## Recognising an aluminium compound by its size and stiffness

The bulk modulus $B$ is the extra pressure needed per fractional loss of volume, $B=-V\,dP/dV$, where $V$ is the volume and $P$ the pressure. A material with $B$ near 100 GPa shrinks by about 1 % under 1 GPa. Together with the volume per atom, it tells how closely the atoms sit and how hard they resist being pushed closer. Can these two quantities reveal which metal has been combined with aluminium, and how much of it? Here are eight compounds computed with the PBEsol functional, without their names.

Aluminium intermetallics with d metals, computed with Ansatz 0.2.0 using PBEsol, scalar-relativistic plane-wave PAW, a 420 eV cutoff and Gaussian smearing of 0.1 eV. Each crystal was relaxed within the symmetry of its starting structure. Bulk moduli come from third-order Birch-Murnaghan fits, with shape and atoms relaxed at each volume. Candidates: Al3Cu2, Al3Ru2, Al3Ni2, TiAl2, Al3Cu, TiAl, AlNi, Al2Pt.

```tsv
row	bulk modulus (GPa)	energy over elements (eV/atom)
A	121	-0.410
B	113	-0.169
C	101	-0.032
D	189	-0.671
E	173	-0.669
F	142	-0.619
G	139	-0.864
H	115	-0.434
```

The column of valence electrons would settle most names by arithmetic, so it is best covered for now. Eight other aluminium compounds with known names serve as references. Their values are quoted where needed and stand in the full table further down. The volumes per atom of the unnamed rows, in Å³, are 15.8 for A, 14.5 for B, 14.7 for C, 13.5 for D, 11.7 for E, 13.5 for F, 17.1 for G and 15.6 for H.

### What makes such a compound stiff

Two of the references, AlRu and AlCu, have the same crystal structure and almost the same volume per atom. AlRu is even slightly the larger, yet its modulus is 219 GPa against 128 GPa. Close packing of atoms therefore can't be the whole reason for stiffness. The kind of bond must matter too.

In aluminium the outer s and p electrons hold the atoms together, and they also resist compression, because their kinetic energy rises as they are confined more tightly. The balance is reached at a modest density, and the metal is soft. A transition metal adds a second attraction. Its d orbitals overlap with orbitals of the neighbours and form bonding states at low energy and antibonding states at high energy. If mainly the bonding states are filled, the atoms are drawn in until the squeezed s and p electrons push back just as hard. The balance is then denser than it would be without the d bonds, and further compression costs much more energy. AlRu needn't be denser than AlCu for this to hold: ruthenium has one more shell of electrons than copper, so without d bonding its atoms would be expected to take up more room.

This argument from band theory ranks the metals. Ruthenium has a partly filled d shell with far-reaching 4d orbitals, so its d bonding is strong. In copper the d shell is full: bonding and antibonding states are both occupied, and their effects nearly cancel. Nickel lies between the two. Titanium has few d electrons to fill the bonding states, and its atoms take up about as much room as those of aluminium.

### A rule for mixtures

The simplest rule lets every atom that replaces aluminium add the same amount of stiffness:

$$B(x)=B_{\mathrm{Al}}+x\,s_M .$$

Here $x$ is the fraction of atoms that are the metal $M$, $s_M$ is the gain for that metal, and $B_{\mathrm{Al}}$ is taken as roughly 80 GPa, a recalled value for aluminium. The rule is an interpolation and isn't derived from the band picture. The gains for nickel, copper, ruthenium and titanium were fitted to the named references only. Volumes were treated in the same way.

Per tenth of the atoms replaced, ruthenium adds about 28 GPa, nickel 16, copper 10 and titanium 6. The order of ruthenium, nickel and copper agrees with the bonding argument, though the fit doesn't prove it. The argument alone doesn't place titanium below copper; the smaller size of copper atoms may be part of the reason. The nickel value rests on a single reference, AlNi3, computed without spin and in a structure that isn't its stable one. AlNi and Al3Ni2 were also computed without spin, so a magnetic state wasn't looked for. Several other references, among them AlCu, Al2Ru, TiAl3 and Ti3Al, aren't in their known stable structures either.

### Rows D and F: equal size, different bonds

Rows D and F have practically the same volume per atom, 13.5 Å³, but D is stiffer by 47 GPa. Volume can't separate them, but the kind of metal can: the bonding argument expects ruthenium to give the stiffer crystal, and the fitted gains estimate by how much. For Al3Ru2, two atoms in five are ruthenium, so $x=0.4$, which is four tenths:

$$B\approx 80+4\times 28.3\approx 193\ \text{GPa}.$$

Row D has 189 GPa. The same step for Al3Ni2 gives about 145 GPa, and row F has 142 GPa. Neither row was part of the fit. Al3Cu2 should also have a volume not far from these, but its estimated modulus of 118 GPa is too low for either row. D is therefore Al3Ru2 and F is Al3Ni2, and both assignments are sure.

### Row G: large and still stiff

Row G has the largest volume of all, 17.1 Å³ per atom, more than aluminium itself with roughly 16 Å³. Large volume usually goes with softness in these compounds, yet G reaches 139 GPa. The titanium references are smaller and softer, so titanium isn't the answer.

The candidate that fits is Al2Pt. It is known to crystallise in the fluorite structure, an open arrangement that leaves much room between the atoms. Platinum is a stiff metal with far-reaching 5d orbitals. No named reference contains it, but a recalled modulus of roughly 280 GPa for the element puts Al2Pt near 147 GPa. The assignment is sure mainly because no other candidate combines such a volume with such stiffness.

### The remaining rows

Row E has the smallest volume, which points to the candidate with the largest share of a small atom. That is AlNi, and this assignment is sure as well.

Rows B and C are smaller than both titanium references and much softer than the nickel and ruthenium rows, which leaves the two copper compounds. More copper should make the crystal smaller and stiffer. Row B is both, by 12 GPa in the modulus, so B is probably Al3Cu2 and C Al3Cu. The margin is only a little wider than the usual error of the rule.

Rows A and H must then be TiAl and TiAl2, but their moduli differ by just 6 GPa. Volume gives a hint. A straight line between the references TiAl3 and Ti3Al predicts 15.5 Å³ for TiAl2 and 15.8 Å³ for TiAl, which matches H and A in that order. All these crystals have different structures, however, and that alone could shift a volume by as much. On size and stiffness this pair stays ambiguous.

The covered column now helps. Titanium counts four valence electrons and aluminium three, so TiAl has $(4+3)/2=3.5$ per atom and TiAl2 has $(4+3+3)/3\approx3.3$. The column lists 3.50 for row A and 3.33 for row H, so A is TiAl and H is TiAl2. The count confirms the other names too, with one exception: C and D both have 5.00 electrons per atom. Here only the physics decides. D is almost twice as stiff as C. Part of this comes from its larger share of d metal. The bonding argument offers a further reason: most of copper's electrons sit in a full d shell that binds little, while those of ruthenium mainly fill bonding states.

The rows with their labels:

```tsv
formula	space group	volume per atom (Å³)	shortest distance (Å)	pair at the shortest distance	valence electrons an atom	spin	k mesh	bulk modulus (GPa)	energy over elements (eV/atom)
AlCo3	P6_3/mmc	10.95	2.477	Co-Co	7.50	collinear	12×12×10	210	-0.202
AlNi3	Fm-3m	10.96	2.423	Al-Ni	8.25	none	14×14×14	201	-0.383
AlNi	Pm-3m	11.72	2.479	Al-Ni	6.50	none	14×14×14	173	-0.669
AlCu3	Pm-3m	11.98	2.568	Al-Cu	9.00	none	12×12×12	152	-0.192
AlCu	Pm-3m	12.91	2.560	Al-Cu	7.00	none	14×14×14	128	-0.154
AlRu	Pm-3m	13.18	2.578	Al-Ru	5.50	none	14×14×14	219	-0.622
Al3Ru2	I4/mmm	13.46	2.510	Ru-Al	5.00	none	16×16×16	189	-0.671
Al3Ni2	P-3m1	13.49	2.417	Al-Ni	5.80	none	12×12×8	142	-0.619
Al2Ru	I4/mmm	13.68	2.582	Al-Ru	4.67	none	18×18×18	178	-0.656
Al3Cu2	P-3m1	14.50	2.445	Cu-Al	6.20	none	12×12×8	113	-0.169
Al3Cu	Pm-3m	14.74	2.752	Al-Al	5.00	none	12×12×12	101	-0.032
TiAl3	Pm-3m	15.39	2.792	Al-Ti	3.25	none	10×10×10	112	-0.376
TiAl2	Cmmm	15.56	2.711	Al-Ti	3.33	none	10×10×10	115	-0.434
TiAl	P4/mmm	15.78	2.795	Al-Al	3.50	none	14×14×10	121	-0.410
Ti3Al	Fm-3m	16.25	2.764	Al-Ti	3.75	collinear	12×12×12	116	-0.156
Al2Pt	Fm-3m	17.09	2.553	Al-Pt	5.33	none	12×12×12	139	-0.864
```

### What the names add

With the names in place, AlNi, AlCu and AlRu can be compared in one and the same structure. The energy over elements is the energy of the compound relative to the separate metals; the more negative it is, the more is gained by combining them. AlNi gains 0.67 eV per atom and AlCu only 0.15 eV, which supports the view that nickel bonds to aluminium much more strongly than copper does. AlRu gains slightly less than AlNi although it is much stiffer. The two quantities needn't agree, since the energy is measured from elements that are themselves bound, and ruthenium is bound very strongly.

The rule for mixtures misses the moduli of the eight unnamed rows by typically 9 GPa (root mean square). A power law in volume alone, fitted to the same references, misses by 23 GPa, though it also has fewer adjustable constants. The detailed comparison is in the output after this text.

The rule fails most clearly for titanium. TiAl3 is 18 GPa stiffer than the fitted line allows, while Ti3Al is softer than the line, so the first titanium atoms stiffen aluminium far more than later ones do. A possible reason is that a titanium atom surrounded by aluminium already forms strong bonds between its d orbitals and the p orbitals of its neighbours. The energy over elements is in line with this guess: TiAl3 gains about 1.5 eV per titanium atom, and Ti3Al, where each titanium atom has fewer aluminium partners, only 0.2 eV. Part of the contrast may come from the structures, since neither compound is in its stable one here, and the energy can't show which orbitals form the bonds.

The same kind of rule misses the volumes of the unnamed rows by typically 0.7 Å³ per atom. It takes no account of how the atoms are arranged, which also affects the volume. Al2Pt is the extreme case. Al3Cu2 is also larger than the rule says, by 0.7 Å³ per atom. Its structure can be described as that of AlCu in this table with some copper sites left empty, and the empty sites count towards the volume of the atoms that remain. Al3Ni2 has the same kind of structure but exceeds its line by only 0.2 Å³. That line is a poor guide, however, since it makes AlNi too large by 0.9 Å³. A direct comparison shows more: per atom, Al3Ni2 is 15 % larger than AlNi and Al3Cu2 is 12 % larger than AlCu. Al3Ru2, with the same share of aluminium but another structure, is only 2 % larger than AlRu. This is the pattern expected if the empty sites matter in both compounds.

To estimate the stiffness of a similar compound, the first question is therefore which d metal it contains, and the second is how much aluminium dilutes it. For nickel, copper and ruthenium, every step towards aluminium in the table lowers the modulus. For titanium the composition hardly matters: all four compounds lie between 112 and 121 GPa.

The analysis program printed:

```
Straight-line guesses (AlCo3 and AlNi3 exact by construction):
     row  guessed volume Å3  volume miss Å3  guessed modulus GPa  modulus miss GPa  modulus from volume alone GPa
   AlCo3              10.95               0                  210                 0                          202.9
   AlNi3              10.96               0                  201                 0                          202.6
    AlNi              12.64            0.92                160.7            -12.33                          184.7
   AlCu3              11.79         -0.1892                  152                 0                          179.2
    AlCu              13.19          0.2838                  128                 0                          161.6
    AlRu              12.98         -0.2031                221.5             2.462                          157.1
  Al3Ru2              13.58          0.1215                193.2              4.17                          152.6
  Al3Ni2              13.31          -0.178                144.5             2.533                          152.1
   Al2Ru              13.98          0.3046                174.3            -3.693                          149.2
  Al3Cu2              13.76         -0.7449                118.4               5.4                          137.7
   Al3Cu               14.6         -0.1431                  104                 3                          134.6
   TiAl3              16.01           0.624                   94               -18                          126.8
   TiAl2              16.02          0.4587                98.67            -16.33                          124.9
    TiAl              16.03           0.248                  108               -13                          122.5
   Ti3Al              16.04          -0.208                  122                 6                          117.6
   Al2Pt              15.67          -1.423                146.7             7.666                          109.7
rms modulus miss of the straight lines on the unlabelled rows, GPa: 9.412
rms modulus miss of volume alone on the unlabelled rows, GPa: 23.07
rms volume miss of the straight lines on the unlabelled rows, Å3: 0.6861
modulus gained per tenth of Ni in place of Al, GPa: 16.13
modulus gained per tenth of Cu in place of Al, GPa: 9.6
modulus gained per tenth of Ru in place of Al, GPa: 28.29
modulus gained per tenth of Ti in place of Al, GPa: 5.6
modulus of Al3Ru2 less that of Al3Ni2, GPa: 47
modulus of Al3Cu2 less that of Al3Cu, GPa: 12
modulus of TiAl less that of TiAl2, GPa: 6
volume for TiAl2 on the line from TiAl3 to Ti3Al, Å3: 15.53
volume for TiAl on the line from TiAl3 to Ti3Al, Å3: 15.82
volume per atom of Al3Ni2 over that of AlNi: 1.151
volume per atom of Al3Cu2 over that of AlCu: 1.123
volume per atom of Al3Ru2 over that of AlRu: 1.021
modulus of Al3Ru2 over that of Al3Cu at equal electron count: 1.871
```
